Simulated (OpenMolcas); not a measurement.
PH (SMILES [PH]): methods side by side

The species is PH (2 atoms), meant as a triplet with charge 0. As SMILES, `[PH]`. Geometry: relaxed at PBE0-D4/def2-TZVP.

```xyz
2

P     0.0000    0.0000   -0.0146
H     0.0000    0.0000    1.4137
```

Quantity: the energy change with the P1–H2 bond stretched from 1.428 to 2.500 Å, in eV. The values are calculated.

| level | kind | program | value (eV) | less FCI/pcseg-0 | CPU time (all runs) |
| --- | --- | --- | --- | --- | --- |
| ROHF/pcseg-0 | Hartree–Fock | OpenMolcas | 2.96 | +1.27 | 5.4 s |
| USVWN5/pcseg-0 | LDA | OpenMolcas | 2.20 | +0.51 | 8.6 s |
| UPBE/pcseg-0 | GGA | OpenMolcas | 2.13 | +0.44 | 9.9 s |
| U-r2SCAN/pcseg-0 | meta-GGA | OpenMolcas | 2.07 | +0.38 | 14 s |
| UM06-2X/pcseg-0 | hybrid meta-GGA | OpenMolcas | 2.20 | +0.51 | 13 s |
| CASSCF(6,5)/pcseg-0 | multireference | OpenMolcas | 1.58 | -0.11 | 4.6 s |
| ROCCSD(T)/pcseg-0 | coupled cluster or CI | OpenMolcas | 1.69 | 0.00 | 6.4 s |
| FCI/pcseg-0 | exact in the basis | OpenMolcas | 1.69 | 0.00 | 4.8 s |

FCI/pcseg-0 is exact within its basis and frozen core, so for wave-function methods in that basis the difference is their error; functionals converge differently with the basis, so for them it is only a difference. The first shape isn't each level's own minimum. The values span 1.58 to 2.96 eV. Spin contamination of the reference (⟨S²⟩ at least 0.1 too high) touches USVWN5/pcseg-0, UPBE/pcseg-0, U-r2SCAN/pcseg-0, UM06-2X/pcseg-0. All rows use very small basis sets, so even the best lies far from the true value. Times are those of the runs behind each value, whatever else they computed, on shared processors of several kinds: orders of magnitude only.

Stretching the P–H bond exposes mainly static correlation. As the σ and σ* orbitals approach each other in energy, the bonding pair should separate into one electron on phosphorus and one on hydrogen. ROHF keeps the pair in a single doubly occupied orbital, which retains too much ionic character, and so overestimates the cost by 1.27 eV. CASSCF(6,5), whose active space spans the full valence shell, removes this failure and ends slightly low, at 1.58 against 1.69 eV. The remaining error fits missing dynamic correlation, which usually stabilises the compact, bonded pair more than the separated electrons.

ROCCSD(T) reproduces the FCI value, so its single reference is still adequate for this one-bond stretch. The four functionals lie close together, between 2.07 and 2.20 eV, probably above FCI in part because their correlation energy depends less on the virtual orbitals that a small basis lacks. Agreement at one stretched length doesn't establish that ROCCSD(T) stays accurate all the way to separated atoms, where the reference deteriorates further.
